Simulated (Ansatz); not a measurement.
# MgS: pressure against volume per atom

All results are calculated (Ansatz 0.2.0). Periodic Kohn-Sham DFT of a crystal at fixed atoms; pressure and stress are positive in compression; the energy is the free energy less that of spherical unpolarised free atoms; site moments are those in the method's own spheres, positive along +z.

Cell of the first row (space group Fm-3m, No. 225):
```
MgS
1.0
      0.0000     2.5485     2.5485
      2.5485     0.0000     2.5485
      2.5485     2.5485     0.0000
Mg S
1 1
Direct
  0.00000 0.00000 0.00000
  0.50000 0.50000 0.50000
```

Settings of every row: method frozen-core PAW; functional PBEsol; relativity scalar; k mesh 10x10x10; filling fermi-dirac; smearing width 0.03 eV; wave cutoff 420 eV; paw set soft_2.

Atom start moment: 0 on all atoms.

Limits: PAW files made with PBE.

```
row  volume per atom (Å³)  pressure (GPa)
  1                16.553           4.282
  2                16.905            2.36
  3                17.257           0.627
  4                17.433          -0.176
  5                17.609          -0.938
  6                17.786          -1.661
  7                17.962          -2.349
  8                18.314          -3.623
  9                18.666               ?
```

Question: what pressure should row 9 give?

Worked fit of pressure. Take u = (V_r/V)^(2/3) − 1 with V_r = 17.521 Å³ an atom, which is twice the finite (Eulerian) strain; such expansions in the strain, on which the Birch-Murnaghan equation of state is built, carry the rest volume and the bulk modulus. The shown rows have u = 0.03862, 0.02415, 0.01017, 0.00336, -0.00333, -0.00996, -0.01644, -0.02908. Least squares give pressure = −0.5607 + 113.855 × u + 297.48 × u² GPa; a straight line predicts inner rows, each left out in turn, worse (root mean square 0.1 against 0.0032 GPa). The rows lie off it by 0.002, -0.002, -0.001, -0.001, -0.001, 0.004, 0.003, -0.003. The pressure vanishes at u = 0.0049, or V = 17.39 Å³ an atom, and there the bulk modulus at fixed shape and fractions is B = −V dP/dV = (2/3)(1 + u) dP/du = 78.2 GPa. The withheld row has u = -0.04132, so the fit gives −0.5607 + 113.855 × (-0.04132) + 297.48 × (-0.04132)² = -4.757 GPa.

The calculation gave -4.774 GPa. The fit lies 0.017 GPa (0.19 % of the column's range) above it; its largest miss of a shown row is 0.004 GPa. This row lies beyond the range of the fit.
